# The curvature of the reaction path, on the slopes and at the saddle

## Premises

The reaction-path Hamiltonian of Miller, Handy and Adams (1980) couples motion along the path to the transverse vibrations through the curvature of the path. Today I derive that curvature, first where the gradient is finite and then at the saddle, where the first formula becomes $0/0$. The saddle result is due to Page and McIver (1988). There are four premises.

1. The nuclei move on one Born–Oppenheimer surface $V(\mathbf x)$ with continuous third derivatives.
2. The coordinates are mass-weighted Cartesians, $x_i=\sqrt{m_i}\,X_i$. The kinetic energy is then $\tfrac12|\dot{\mathbf x}|^2$ and the metric is Euclidean. Lengths are in amu$^{1/2}$ Å.
3. I write $\mathbf g=\nabla V$, $F_{ij}=\partial_i\partial_jV$ and $T_{ijk}=\partial_i\partial_j\partial_kV$. At $\mathbf x_0$ there is a first-order saddle: $\mathbf g=0$, and $F_0$ has one negative eigenvalue $\lambda_0$ with unit eigenvector $\mathbf v_0$, positive eigenvalues $\lambda_k$ for the bound modes, and zeros only for overall translation and rotation.
4. The reaction path $\mathbf x(s)$ is the union of the two steepest-descent lines that leave the saddle. The arc length $s$ is zero at the saddle and positive toward products.

The unit tangent is $\mathbf v=d\mathbf x/ds$, the curvature vector is $\mathbf K=d\mathbf v/ds$, and $\kappa=|\mathbf K|$ is the inverse radius of curvature. Differentiating $\mathbf v\cdot\mathbf v=1$ gives $\mathbf v\cdot\mathbf K=0$.

## Away from stationary points

On the product side $\mathbf v=-\mathbf g/|\mathbf g|$. The chain rule gives $d\mathbf g/ds=F\mathbf v$. For the norm,

$$\frac{d|\mathbf g|}{ds}=\frac{\mathbf g\cdot F\mathbf v}{|\mathbf g|}=-\mathbf v\cdot F\mathbf v .$$

The quotient rule, with $\mathbf g=-|\mathbf g|\mathbf v$ in its second term, gives

$$\mathbf K=-\frac{F\mathbf v}{|\mathbf g|}+\frac{\mathbf g}{|\mathbf g|^2}\frac{d|\mathbf g|}{ds}=-\frac{F\mathbf v-(\mathbf v\cdot F\mathbf v)\,\mathbf v}{|\mathbf g|}.\tag{1}$$

Introduce the projector $P=I-\mathbf v\mathbf v^{\mathsf T}$ and replace $\mathbf v$ by $-\mathbf g/|\mathbf g|$. Since $\nabla\tfrac12|\mathbf g|^2=F\mathbf g$,

$$\mathbf K=\frac{PF\mathbf g}{|\mathbf g|^2}=P\,\nabla\ln|\mathbf g| .\tag{2}$$

The path bends toward the side where the surface is steeper.

**Question.** On the reactant side $s$ increases uphill. Does the sign change?

**Answer.** In (1) it does: there $\mathbf v=+\mathbf g/|\mathbf g|$, and the same steps give a plus sign in front. Form (2) holds on both sides, as it must, because $d^2\mathbf x/ds^2$ is unchanged when $s\to-s$.

**Question.** When is the path locally straight?

**Answer.** By (2), for $\mathbf g\neq0$, exactly when $PF\mathbf g=0$, that is, when $F\mathbf g$ is parallel to $\mathbf g$ and the gradient is an eigenvector of the Hessian. Such points form the gradient extremals, on which $|\mathbf g|$ is stationary along the energy contour. The condition $\mathbf g\ne0$ is essential. At the saddle $F\mathbf g=\mathbf g=0$ trivially, and the curvature is in general not zero.

## The limit at the saddle

First, does a limit exist? For the flow $d\mathbf x/d\tau=-\mathbf g$, the saddle has one unstable direction, $\mathbf v_0$, once the zero modes, which only carry the saddle into copies of itself, are set aside. The unstable-manifold theorem says that the points flowing out of the saddle form one curve, tangent to $\mathbf v_0$ and as smooth as the field $\mathbf g$, here twice continuously differentiable. So

$$\mathbf x(s)=\mathbf x_0+\mathbf v_0s+\tfrac12\mathbf K_0s^2+\dots,\qquad\mathbf v(s)=\mathbf v_0+\mathbf K_0s+\dots$$

Write the path condition for both sides at once as $\mathbf g=-c(s)\,\mathbf v$, with $c=|\mathbf g|$ for $s>0$ and $c=-|\mathbf g|$ for $s<0$. Then $c=-\mathbf g\cdot\mathbf v=-dV/ds$ passes smoothly through zero, and $c=c_1s+\tfrac12c_2s^2+\dots$

Define $(F_1)_{ij}=\sum_kT_{ijk}v_{0k}$, the third derivatives at the saddle contracted once with $\mathbf v_0$; it equals $dF/ds$ at $s=0$. Taylor's theorem with $\Delta\mathbf x=\mathbf x-\mathbf x_0$ gives $g_i=(F_0\Delta\mathbf x)_i+\tfrac12\sum_{jk}T_{ijk}\Delta x_j\Delta x_k+\dots$, so

$$\mathbf g=F_0\mathbf v_0\,s+\tfrac12\left(F_0\mathbf K_0+F_1\mathbf v_0\right)s^2+\dots$$

The other side of the path condition is

$$-c\,\mathbf v=-c_1\mathbf v_0\,s-\left(c_1\mathbf K_0+\tfrac12c_2\mathbf v_0\right)s^2+\dots$$

Order $s$ gives $F_0\mathbf v_0=-c_1\mathbf v_0$, so $c_1=-\lambda_0>0$ with $\lambda_0=\mathbf v_0\cdot F_0\mathbf v_0$. Order $s^2$, multiplied by two, gives

$$F_0\mathbf K_0+F_1\mathbf v_0=2\lambda_0\mathbf K_0-c_2\mathbf v_0 .$$

Take the scalar product with $\mathbf v_0$. Because $F_0$ is symmetric, $\mathbf v_0\cdot F_0\mathbf K_0=\lambda_0\mathbf v_0\cdot\mathbf K_0=0$, and so $c_2=-\mathbf v_0\cdot F_1\mathbf v_0$. Substituting,

$$(2\lambda_0I-F_0)\,\mathbf K_0=F_1\mathbf v_0-(\mathbf v_0\cdot F_1\mathbf v_0)\,\mathbf v_0 .$$

The matrix on the left has eigenvalues $\lambda_0$ along $\mathbf v_0$, $2\lambda_0-\lambda_k$ along the bound modes and $2\lambda_0$ along the zero modes. All are negative, so the inverse exists:

$$\mathbf K_0=(2\lambda_0I-F_0)^{-1}\left[F_1\mathbf v_0-(\mathbf v_0\cdot F_1\mathbf v_0)\,\mathbf v_0\right].\tag{3}$$

The bracket is orthogonal to $\mathbf v_0$, and the inverse preserves that subspace, consistent with $\mathbf v_0\cdot\mathbf K_0=0$. Along the unit eigenvector $\mathbf L_k$ of mode $k$, with $T_{00k}=\mathbf L_k\cdot F_1\mathbf v_0$,

$$K_{0,k}=-\frac{T_{00k}}{\lambda_k+2|\lambda_0|},\qquad\kappa_0^2=\sum_kK_{0,k}^2 .\tag{4}$$

The saddle curvature vanishes when $F_1\mathbf v_0$ is parallel to $\mathbf v_0$. Up to a sign convention, the $K_{0,k}$ are the curvature couplings of the reaction-path Hamiltonian at $s=0$. Only $F_1\mathbf v_0$ is needed, and it is the second difference of the gradient along $\mathbf v_0$.

**Question.** Is (3) really the limit of (1)? And where does the factor two come from?

**Answer.** Write (1) as $c\,\mathbf K=-[F\mathbf v-(\mathbf v\cdot F\mathbf v)\mathbf v]$, valid on both sides, and take the term linear in $s$. The left side gives $-\lambda_0\mathbf K_0$. In the bracket, $F\mathbf v$ contributes $F_1\mathbf v_0+F_0\mathbf K_0$. The scalar $\mathbf v\cdot F\mathbf v$ changes at the rate $\mathbf v_0\cdot F_1\mathbf v_0+2\mathbf v_0\cdot F_0\mathbf K_0$, whose last term is zero, and the trailing $\mathbf v$ contributes $\lambda_0\mathbf K_0$. Hence

$$\lambda_0\mathbf K_0=F_1\mathbf v_0+F_0\mathbf K_0-(\mathbf v_0\cdot F_1\mathbf v_0)\mathbf v_0-\lambda_0\mathbf K_0,$$

which is (3). One $\lambda_0$ comes from the growth of $|\mathbf g|$ and the other from the turning of the tangent.

**Question.** Can the curvature point along a rotation?

**Answer.** No. A rotation about a fixed axis has an antisymmetric generator $\Omega$ in these coordinates, and invariance of $V$ means $\mathbf g\cdot\Omega\mathbf x=0$. So $\mathbf v\cdot\Omega\mathbf x=0$ all along the path. Differentiating gives $\mathbf K\cdot\Omega\mathbf x+\mathbf v\cdot\Omega\mathbf v=0$, and the second term vanishes by antisymmetry. Translations are constant vectors orthogonal to $\mathbf v$, hence to $\mathbf K$.

**Question.** Why not step a little way along $\mathbf v_0$ and use (2)?

**Answer.** Because (2) returns the curvature of the descent line through whatever point you give it. Take one transverse mode, $V=\tfrac12\lambda_0x^2+\tfrac12\lambda_1y^2+\tfrac12Tx^2y$, and the point $x=s$, $y=\tfrac12\eta s^2$. To leading order $g_x=\lambda_0s$, $g_y=\tfrac12(T+\lambda_1\eta)s^2$, $F_{xy}=Ts$ and $\mathbf v\cdot F\mathbf v=\lambda_0$. The $y$ component of (2) is $(F_{xy}g_x+\lambda_1g_y-\lambda_0g_y)/g_x^2$, which tends to

$$K_y=\frac{T(\lambda_0+\lambda_1)+\lambda_1(\lambda_1-\lambda_0)\,\eta}{2\lambda_0^2}.$$

On the true path $\eta=T/(2\lambda_0-\lambda_1)$, and this returns $K_y=\eta$. The straight step has $\eta=0$ and gives $T(\lambda_0+\lambda_1)/2\lambda_0^2$. With $\epsilon=\lambda_1/|\lambda_0|$ its ratio to the true value is $(1-\epsilon)(1+\epsilon/2)$, however small the step, and for $\epsilon>1$ even the sign is wrong.

## Range of validity

Equations (1) and (2) need $\mathbf g\ne0$ and continuous second derivatives. Near the saddle they amplify a small offset $\delta y$ from the path by $\lambda_1(\lambda_1-\lambda_0)/\lambda_0^2s^2$, as the last formula shows with $\delta\eta=2\,\delta y/s^2$. Equation (3) needs a first-order saddle with $\lambda_0\neq0$ and continuous third derivatives. It fails at a cusp or a conical intersection. All three assume a Euclidean metric; in curvilinear internal coordinates the derivatives must be covariant ones.

Equation (3) does not carry over to a minimum. On a quadratic surface with eigenvalues $\lambda_a$ along $x$ and $\lambda_b$ along $y$, the descent lines obey $dy/dx=\lambda_by/\lambda_ax$, so $y=C|x|^{\lambda_b/\lambda_a}$. At a saddle the exponent is negative, and the line through the origin must have $C=0$. At a minimum entered along the soft mode the exponent exceeds one, $C$ is set by the distant part of the path, and for $\lambda_b<2\lambda_a$ the curvature diverges on arrival.

The formulas are exact geometry, but their use in dynamics has a limit. The volume element of path coordinates is $1-\mathbf K\cdot\mathbf u$ for a transverse displacement $\mathbf u$. It vanishes at the centre of curvature. With the zero-point turning distance $t=(\hbar/\omega)^{1/2}$ of the coupled mode, path coordinates and small-curvature tunnelling require $\kappa t$ below one.

## Collinear Cl + HCl

Let $r_1$ and $r_2$ be the two H–Cl distances, with $r_1=r+q$ and $r_2=r-q$. Then $2r$ is the Cl–Cl distance and $q$ is the displacement of H from the midpoint. With masses $M$ for Cl and $m$ for H, the internal kinetic energy is $\tfrac12(2M)\dot r^2+\tfrac12\mu\dot q^2$ with $\mu=2Mm/(2M+m)$. So $x=\sqrt\mu\,q$ and $y=\sqrt{2M}\,r$ are flat coordinates. In the two exit valleys $dr=\pm dq$, so the skew angle $\beta$ between them obeys $\tan(\beta/2)=\sqrt{\mu/2M}$.

The surface is a London–Eyring–Polanyi–Sato (LEPS) model,

$$V=Q_1+Q_2+Q_3-\sqrt{\tfrac12\left[(J_1-J_2)^2+(J_2-J_3)^2+(J_3-J_1)^2\right]},$$

$$Q=\frac{D\left[(3+S)e^{-2b\rho}-(2+6S)e^{-b\rho}\right]}{4(1+S)},\qquad J=\frac{D\left[(1+3S)e^{-2b\rho}-(6+2S)e^{-b\rho}\right]}{4(1+S)},$$

where $\rho$ is the pair distance minus its equilibrium value $r_e$ and pair 3 is Cl–Cl. All inputs are typical or assumed values: for HCl $D=106.5$ kcal/mol, $b=1.87$ Å$^{-1}$, $r_e=1.275$ Å; for Cl$_2$ $D=58.0$ kcal/mol, $b=2.01$ Å$^{-1}$, $r_e=1.988$ Å; masses $m=1.0078$ amu and $M=34.969$ amu. The common Sato parameter $S=0.115$ was chosen so that the barrier comes out near a typical 8.5 kcal/mol, so the barrier is no test of the model.

The masses give $2M=69.938$ amu, $\mu=0.9935$ amu and $\beta=13.6^\circ$. From one valley to the other the tangent must turn through a net $\pi-\beta=2.90$ rad, or 1.45 rad on each side.

$V$ is even in $q$, so $V=V_0(r)+\tfrac12A(r)q^2+\dots$ The radicand equals $(J_3-\bar J)^2+3d^2$ with $\bar J=(J_1+J_2)/2=J+\tfrac12J''q^2$ and $d=(J_1-J_2)/2=J'q$ to this order, where $Q$ and $J$ are the HCl functions at $r$. Put $\Delta(r)=J_3(2r)-J(r)>0$ and let primes mean $d/dr$. Expanding the root gives

$$V_0=2Q+J+Q_3-J_3,\qquad A=2Q''+J''-\frac{3J'^2}{\Delta},$$

$$A'=2Q'''+J'''-\frac{6J'J''}{\Delta}+\frac{3J'^2\Delta'}{\Delta^2}.$$

The condition $V_0'=0$ puts the saddle at $r^\ddagger=1.4665$ Å, 8.50 kcal/mol above Cl + HCl. Bending shortens the Cl–Cl distance, and at $q=0$ that distance enters through the repulsive $Q_3-J_3$, so the bend is bound. $V$ is even in the bend, which therefore drops out of (4). In kcal/mol and Å, the saddle has $J'=135.8$, $J''=-144.1$, $\Delta=76.56$ and $\Delta'=-90.18$. Then

$$A=558.6-722.3=-163.7,\qquad V_0''=703.2,\qquad A'=-3356+1534-851=-2673 .$$

Mass weighting gives $\lambda_0=A/\mu=-164.8$ and $\lambda_1=V_0''/2M=10.06$ kcal mol$^{-1}$ Å$^{-2}$ amu$^{-1}$, that is $1394i$ and 344 cm$^{-1}$. The cubic constant is $T=A'/(\mu\sqrt{2M})=-321.8$ kcal mol$^{-1}$ Å$^{-3}$ amu$^{-3/2}$. Equation (3) reads

$$K_{0,y}=\frac{T}{2\lambda_0-\lambda_1}=\frac{-321.8}{-339.6}=0.948\ \text{amu}^{-1/2}\,\text{Å}^{-1}=0.501\ \text{amu}^{-1/2}\,\text{bohr}^{-1}.$$

The sign is positive: the path bends toward larger Cl–Cl distance, the side on which both valleys lie. The symmetric stretch has $t=0.313$ amu$^{1/2}$ Å, so $\kappa_0t=0.30$. The straight-step shortcut, with $\epsilon=0.061$, would give 0.917 amu$^{-1/2}$ Å$^{-1}$.

**Question.** That is a gentle bend. Isn't this reaction the standard case of large curvature?

**Answer.** It is, but the curvature does not sit at the saddle. The hydrogen first slides at almost fixed $r$. At $r=r^\ddagger$ the model has $\partial V/\partial q=0$ at $q=0.15$ Å, and at the saddle's rate the tangent turns by only about 0.1 rad over that distance. Nearly all of the 1.45 rad is left for a corner where the path meets the valley floor.

Equation (2) estimates the corner. Take a straight harmonic valley, $V=\tfrac12kn^2-f\ell$, with $n$ across and $\ell$ along it. Then $\mathbf g=(kn,-f)$ and $F\mathbf g=(k^2n,0)$. In two dimensions (2) gives $\kappa=|F\mathbf g\times\mathbf g|/|\mathbf g|^3$, so

$$\kappa=\frac{k^2|n|f}{(k^2n^2+f^2)^{3/2}},\qquad\kappa_{\max}=\frac{2}{3\sqrt3}\frac kf=0.385\,\frac kf\quad\text{at}\quad k|n|=\frac f{\sqrt2}.$$

At the floor point the LEPS surface has $k=V_{xx}=3.0\times10^2$ and $f=|V_y|=4.0$ in kcal/mol, Å and amu. This gives $\kappa_{\max}\approx15$ amu$^{-1/2}$ bohr$^{-1}$, some 30 times the saddle value, once on each side by symmetry.

**Question.** How far do you trust that?

**Answer.** To about a fifth, from three neglected terms. The floor is tilted against the $y$ axis with slope $|V_{xy}|/V_{xx}=0.19$, which enters squared, at a few per cent. The path drifts outward while it settles: $y$ gains $f/k$ for each factor $e$ by which $n$ shrinks, and summed from the saddle to the peak this changes $A$ by about 7 per cent. The largest term is anharmonicity: at the peak position $V_{xxx}|n|/k$ is about 0.2, and it softens the inner wall, which lowers the peak. None of this alters the conclusion. The stiffness $k$ gives $t=0.13$ amu$^{1/2}$ Å, and a softer transverse mode would only enlarge it, so $\kappa_{\max}t\approx4$. The centre of curvature lies well inside the zero-point amplitude. Path coordinates become multivalued there, small-curvature tunnelling loses its basis, and the hydrogen must be allowed to tunnel straight across between the valleys, as in large-curvature or instanton treatments.

**Question.** Are these the numbers for the real reaction?

**Answer.** They are the model's. The skew angle depends on the masses alone and holds for any collinear surface. The curvature depends on third derivatives that the single fitted parameter does not control. As typical knowledge, ab initio surfaces place the lowest saddle of Cl + HCl at a bent geometry, where the bend is totally symmetric and contributes its own term to (4), and the open-shell Cl atom brings neighbouring electronic states that premise 1 ignores. I have no typical value of the saddle curvature to set beside the model's 0.948 amu$^{-1/2}$ Å$^{-1}$. What the model shows is that a modest value from (3) can coexist with sharp corners on both slopes, which only (2) evaluated along the path reveals.